The level at 807.4 cm⁻¹ looks wrong. It is a stretching vibration of strongly polar W–O bonds, yet its infrared intensity is zero. Only 15 cm⁻¹ higher, at 822.1 cm⁻¹, the same kind of stretch gives the strongest absorption in the table.

Zone-centre optical phonons of Na₂WO₄ (Fd-3m, 14-atom cell), computed with Ansatz 0.2.0 by linear response at zero macroscopic field, using DFT with the PBEsol functional, scalar-relativistic PAW, a 420 eV plane-wave cutoff and a 4×4×4 k mesh. Infrared intensities are in (D/Å)²/amu, summed over each degenerate level. The rows were drawn from a pool: of 90 crystals with a measured lattice constant, 2 whose relaxed edge lies over 5 % from it were taken for other phases and got no table, so the agreement shown is better than for the whole pool.

```tsv
row	computed wavenumber (cm⁻¹)	what it is	measured wavenumber (cm⁻¹)	label in the paper, method, sample	temperature of the measurement (K)	source
1	88.8	3-fold, infrared intensity 0	n/a	n/a	n/a	n/a
2	n/a	n/a	91	collective lattice mode of WO4 units; Raman spectroscopy; powder	300	pmc:10538176 (2023)
3	120.3	3-fold, infrared intensity 0	n/a	n/a	n/a	n/a
4	162.1	3-fold, infrared intensity 6.89	n/a	n/a	n/a	n/a
5	165.4	3-fold, infrared intensity 0	n/a	n/a	n/a	n/a
6	195.3	2-fold, infrared intensity 0	n/a	n/a	n/a	n/a
7	218.9	3-fold, infrared intensity 13.7	n/a	n/a	n/a	n/a
8	230.5	3-fold, infrared intensity 0	n/a	n/a	n/a	n/a
9	277.4	1-fold, infrared intensity 0	n/a	n/a	n/a	n/a
10	288.4	3-fold, infrared intensity 15.8	n/a	n/a	n/a	n/a
11	306.6	2-fold, infrared intensity 0	n/a	n/a	n/a	n/a
12	n/a	n/a	309	asymmetric bending of WO4; Raman spectroscopy; powder	300	pmc:10538176 (2023)
13	364.3	3-fold, infrared intensity 0	n/a	n/a	n/a	n/a
14	371.3	2-fold, infrared intensity 0	n/a	n/a	n/a	n/a
15	n/a	n/a	372	symmetric bending of WO4; Raman spectroscopy; powder	300	pmc:10538176 (2023)
16	807.4	3-fold, infrared intensity 0	n/a	n/a	n/a	n/a
17	n/a	n/a	810	asymmetric stretching of WO4; Raman spectroscopy; powder	300	pmc:10538176 (2023)
18	822.1	3-fold, infrared intensity 81.4	n/a	n/a	n/a	n/a
19	920.2	1-fold, infrared intensity 0	n/a	n/a	n/a	n/a
20	925.0	1-fold, infrared intensity 0	n/a	n/a	n/a	n/a
21	n/a	n/a	925	symmetric stretching of WO4; Raman spectroscopy; powder	300	pmc:10538176 (2023)
```

**Why the top levels stand apart.** Imagine a crystal in which only changes of W–O bond length cost energy. Each WO₄ tetrahedron would then have four vibrations with a restoring force, and the two tetrahedra of the cell would have eight. The table has eight vibrations above its wide gap, counting the threefold levels three times. Bending, rotation and motion against sodium meet weaker forces and fill the range below.

**Dark and bright partners.** Inversion exchanges the two tetrahedra. In the level at 807.4 cm⁻¹ their dipoles point in opposite directions and cancel, while at 822.1 cm⁻¹ they add. Carbon dioxide behaves in the same way: its two bond dipoles cancel in the symmetric stretch and add in the antisymmetric one. The likeness ends at the wavenumbers, which lie far apart in CO₂ because its bonds share the carbon atom. The two tetrahedra here share no atom, and without a macroscopic field their relative phase shifts the stretch by only 15 cm⁻¹. This is a net shift, in which larger forces between the tetrahedra may partly cancel.

**How bright the polar stretch should be.** Let each oxygen move along its bond and let tungsten recoil, with the two tetrahedra in step. The strength $S$, the squared change of dipole per mass-weighted displacement for one field direction, is then

$$S=\frac{8}{3}\,\frac{(Z_\parallel+Z_W m_O/m_W)^2}{m_O\,(1+4m_O/3m_W)}=\frac{8}{3}\,\frac{(2.51+3.18\times16/184)^2}{16\,(1+4\times16/(3\times184))}\approx1.16 .$$

Here $Z_\parallel$ is the size of the charge that oxygen effectively carries when it moves along the bond, $Z_W$ is that of tungsten, and $m_O$ and $m_W$ are the masses. The phonon calculation gives 1.18 in the same units (e²/amu), about 1% more. Charges and masses come from that calculation, so the agreement tests the assumed motion. It supports an almost pure bond stretch, though a single strength cannot exclude some admixture of other motion. Across the bond the oxygen charge is only 0.87 e, which makes bending much fainter.

**Why the symmetric stretch lies highest.** If tungsten were infinitely heavy and the bonds independent, all the stretches would have one wavenumber. Recoil of the real tungsten atom lowers the effective mass of the antisymmetric stretch alone, which should then lie near 975 cm⁻¹, above the symmetric pair at 920.2 and 925.0 cm⁻¹. The calculation puts it near 815 cm⁻¹. In a picture with bond springs alone, the bonds must therefore be coupled, so that lengthening all four together costs more than four separate lengthenings; a coupling of roughly a tenth of the bond spring would do. My guess at its origin is that the bonds compete for the same tungsten d orbitals. Repulsion between the oxygen atoms would act in the same direction, and the wavenumbers alone cannot separate the two.

**What a longitudinal wave adds.** The tabulated levels are for zero macroscopic field. In a longitudinal wave the polar displacement builds up a field that pulls the ions back. For this cubic crystal the longitudinal wavenumbers are the zeros of

$$\varepsilon(\omega)=\varepsilon_\infty+\sum_j\frac{A_j}{\omega_j^2-\omega^2},$$

where $\varepsilon_\infty$ is the electronic dielectric constant, $\omega_j$ a polar level and $A_j$ a constant proportional to its infrared intensity. The brightest level rises by 67 cm⁻¹ to 889 cm⁻¹, while its dark partner stays where it is. PBEsol usually overestimates electronic screening, which by itself would make such rises too small.

**Polar levels do not act alone.** Keeping a single term of the sum puts the longitudinal partners of the two lowest polar levels 15 cm⁻¹ too high. The stiffer polar vibrations follow the slow field and screen it. For the two upper polar levels the same shortcut is too low, by 9 and 4 cm⁻¹, because the slower vibrations now move out of step and weaken the screening. The printed output after this text lists these shifts.

**Bright does not mean important at low frequency.** At $\omega=0$ each term becomes $A_j/\omega_j^2$, so a soft vibration counts for more than its intensity suggests. The level at 822.1 cm⁻¹ has 69% of the infrared intensity but supplies only 14% of the lattice part of the static dielectric constant. The weakest absorber, at 162.1 cm⁻¹, supplies 31%. Anyone interested in the static response should look at the soft polar levels first.

**Reading the measured lines.** All five are Raman lines, and inversion symmetry keeps the infrared-active levels out of Raman spectra. They therefore test the non-polar levels only. Matching by nearest number fails for 309 and 372 cm⁻¹: it picks two twofold levels, of which symmetry allows only one in the Raman spectrum. Giving the line at 309 cm⁻¹ to the threefold level at 364.3 cm⁻¹ would miss by 55 cm⁻¹, so the better pairing is with 306.6 and 364.3 cm⁻¹, in that order. It conflicts with the paper's labels if "symmetric bending" there means the twofold bend; the atomic motions of these levels, which are not printed, would settle the matter.

With that choice, and with the lowest line given to the lowest level, the calculation lies at most 8 cm⁻¹ below experiment. Only one of the two symmetric stretches is Raman-active, and the table does not tell which, so the line at 925 cm⁻¹ could belong to either. Because a static lattice is compared with a powder at 300 K, errors of a few cm⁻¹ may cancel.

Output of the analysis:

```
number of vibrations above 500 cm-1, degeneracy counted: 8
polar minus dark antisymmetric stretch (cm-1): 14.7
mean computed antisymmetric stretch (cm-1): 814.8
antisymmetric stretch expected from the symmetric one with equal independent springs (cm-1): 974.7
bond-bond coupling over bond spring, order of magnitude only: 0.09728
size of oxygen Born charge along the W-O bond (e): 2.512
size of oxygen Born charge across the W-O bond (e): 0.8703
miss of the isolated-stretch model for the strength of the 822 cm-1 level (%): -1.261
strength with direction-averaged oxygen charge, as part of the computed one (%): 36.44
polar levels and their longitudinal partners:
  row  intensity share %  share of lattice dielectric constant %  longitudinal cm-1  rise cm-1  miss if mode alone cm-1
    1                  0                                       0               88.8          0                        0
    2                  0                                     n/a                n/a        n/a                      n/a
    3                  0                                       0              120.3          0                        0
    4              5.847                                   30.53              172.7      10.59                    15.24
    5                  0                                       0              165.4          0                        0
    6                  0                                       0              195.3          0                        0
    7              11.62                                   33.29              241.5       22.6                     15.2
    8                  0                                       0              230.5          0                        0
    9                  0                                       0              277.4          0                        0
   10              13.43                                   22.15              330.9      42.54                   -8.539
   11                  0                                       0              306.6          0                        0
   12                  0                                     n/a                n/a        n/a                      n/a
   13                  0                                       0              364.3          0                        0
   14                  0                                       0              371.3          0                        0
   15                  0                                     n/a                n/a        n/a                      n/a
   16                  0                                       0              807.4          0                        0
   17                  0                                     n/a                n/a        n/a                      n/a
   18               69.1                                   14.03              888.9      66.83                   -4.218
   19                  0                                       0              920.2          0                        0
   20                  0                                       0                925          0                        0
   21                  0                                     n/a                n/a        n/a                      n/a
computed 88.8 minus measured 91 (cm-1): -2.2
computed 306.6 minus measured 309 (cm-1): -2.4
computed 364.3 minus measured 372 (cm-1): -7.7
computed 807.4 minus measured 810 (cm-1): -2.6
computed 920.2 minus measured 925 (cm-1): -4.8
reverse pairing, computed 364.3 minus measured 309 (cm-1): 55.3
```
